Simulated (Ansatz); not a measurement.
## Ti3ZnH: the change of phonon entropy with temperature

Harmonic vibrational free energy, entropy and heat capacity at constant volume, per atom, from the force constants of a q mesh, imaginary modes left out; plane waves with PAW datasets, Gamma-centred k mesh. The results are calculated, by Ansatz 0.2.0.

Structure of every row (space group Pm-3m, No. 221):
```
cell vectors (Å)
   4.0533     0.0000     0.0000
   0.0000     4.0533     0.0000
   0.0000     0.0000     4.0533
atoms (fractions of the cell vectors)
Ti  0.00000  0.50000  0.50000
Ti  0.50000  0.50000  0.00000
Ti  0.50000  0.00000  0.50000
Zn  0.00000  0.00000  0.00000
H   0.50000  0.50000  0.50000
```

Settings of every row: functional PBE; dispersion none; spin none; wave cutoff 420 eV; k mesh 10x10x10; occupations fermi dirac; smearing width 0.15 eV; pressure 0 GPa; phonon method linear response; q mesh 2x2x2.

Limits: coarse q mesh; metal sensitive to the k mesh; the cell comes from a prototype or a list of computed structures and needn't be the stable phase.

| row | temperature (K) | phonon entropy (kB/atom) | phonon free energy (meV/atom) | phonon heat capacity (kB/atom) |
| --- | --- | --- | --- | --- |
| 1 | 200 | 1.99 | 52.7 | 2.084 |
| 2 | 300 | 2.888 | 31.5 | 2.34 |
| 3 | 400 | 3.586 | 3.5 | 2.511 |
| 4 | 500 | 4.16 | -29.9 | 2.632 |
| 5 | 600 | ? | ? | ? |
| 6 | 700 | 5.072 | -109.8 | 2.779 |
| 7 | 800 | 5.446 | -155.2 | 2.824 |
| 8 | 900 | 5.78 | -203.6 | 2.856 |
| 9 | 1000 | 6.083 | -254.7 | 2.881 |

Question: what phonon entropy should row 5 give?

Worked fit of phonon entropy. Entropy rises as the heat capacity times the change of ln T, so take t = ln(T / 300 K). The shown rows have t = -0.4055, 0, 0.2877, 0.5108, 0.8473, 0.9808, 1.0986, 1.204. Least squares give phonon entropy = 2.8941 + 2.34393 × t + 0.2578 × t² kB/atom; a straight line predicts inner rows, each left out in turn, worse (root mean square 0.06 against 0.0061 kB/atom). The rows lie off it by 0.004, -0.006, -0.004, 0.001, 0.007, 0.005, 0.000, -0.007 (root mean square 0.0049 kB/atom), a smooth pattern that one more power would take up: the form is only approximate. The slope at t = 0, 2.34 kB/atom, estimates the heat capacity at 300 K. The withheld row has t = 0.6931, so the fit gives 2.8941 + 2.34393 × (0.6931) + 0.2578 × (0.6931)² = 4.643 kB/atom.

The calculation gave 4.648 kB/atom. The fit lies 0.005 kB/atom (0.12 % of the column's range) below it; its largest miss of a shown row is 0.007 kB/atom.

The other values of row 5: phonon free energy -67.9 meV/atom; phonon heat capacity 2.718 kB/atom.
